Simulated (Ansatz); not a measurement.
## Pd: energy change per atom and pressure as volume scale varies

Results calculated with Ansatz 0.2.0, not measured. Plane-wave DFT, scalar-relativistic PAW made under PBE with cores redone for the functional, no dispersion; the given relaxed cell is scaled uniformly, energy at zero smearing counts from the unscaled cell, pressure at the given Fermi-Dirac smearing is positive in compression.

The cell before it is scaled or strained (space group P6_3/mmc, No. 194):
```
cell vectors (Å)
   2.7484     0.0000     0.0000
  -1.3742     2.3802     0.0000
   0.0000     0.0000     4.5985
atoms (fractions of the cell vectors)
Pd  0.33333  0.66667  0.25000
Pd  0.66667  0.33333  0.75000
```

Settings of every row: spin polarised yes; functional r2SCAN; wave cutoff 500 eV; smearing width 0.05 eV; k mesh 15x15x8.

Atom:
```
element  starting moment (Bohr magneton)
     Pd                             0.44
     Pd                             0.44
```

Limits: search for a lower magnetic state is off; the cell comes from a prototype or a list of computed structures and needn't be the stable phase.

```
row  volume scale  V (Å³/atom)  energy change per atom (meV)  pressure (GPa)  largest site moment (Bohr magneton)
  1          0.88       13.236                             ?               ?                                    ?
  2          0.92       13.838                         63.95           18.83                                 0.42
  3          0.96       14.439                         14.25            8.14                                 0.42
  4          1.04       15.643                         13.06           -6.45                                 0.43
  5          1.08       16.244                         47.07          -11.31                                 0.43
  6          1.12       16.846                         97.08             -15                                 0.44
```

Question: what energy change per atom and pressure should row 1 give?

Worked fit of energy change per atom. Take u = (V_r/V)^(2/3) − 1 with V_r = 15.643 Å³ an atom, which is twice the finite (Eulerian) strain; such expansions in the strain, on which the Birch-Murnaghan equation of state is built, carry the rest volume and the bulk modulus. The shown rows have u = 0.08517, 0.05484, 0, -0.02482, -0.04819. Least squares give energy change per atom = 12.539 − 915.329 × u + 17731.03 × u² meV; a straight line predicts inner rows, each left out in turn, worse (root mean square 35 against 1.8 meV). The rows lie off it by 0.75, -1.42, 0.52, 0.89, -0.75 (root mean square 0.92 meV). The withheld row has u = 0.11783, so the fit gives 12.539 − 915.329 × (0.11783) + 17731.03 × (0.11783)² = 150.86 meV.

The calculation gave 159.51 meV. The fit lies 8.65 meV (5.4 % of the value, 5.9 % of the column's range) below it; its largest miss of a shown row is 1.42 meV. This row lies beyond the range of the fit.

Worked fit of pressure. Take u = (V_r/V)^(2/3) − 1 with V_r = 15.643 Å³ an atom, which is twice the finite (Eulerian) strain; such expansions in the strain, on which the Birch-Murnaghan equation of state is built, carry the rest volume and the bulk modulus. The shown rows have u = 0.08517, 0.05484, 0, -0.02482, -0.04819. Least squares give pressure = −6.498 + 219.109 × u + 910.55 × u² GPa; a straight line predicts inner rows, each left out in turn, worse (root mean square 1.8 against 0.15 GPa). The rows lie off it by 0.06, -0.12, 0.05, 0.07, -0.06 (root mean square 0.076 GPa). The withheld row has u = 0.11783, so the fit gives −6.498 + 219.109 × (0.11783) + 910.55 × (0.11783)² = 31.96 GPa.

The calculation gave 32.63 GPa. The fit lies 0.67 GPa (2.1 % of the value, 1.4 % of the column's range) below it; its largest miss of a shown row is 0.12 GPa. This row lies beyond the range of the fit.

The other values of row 1: largest site moment 0.4 Bohr magneton.
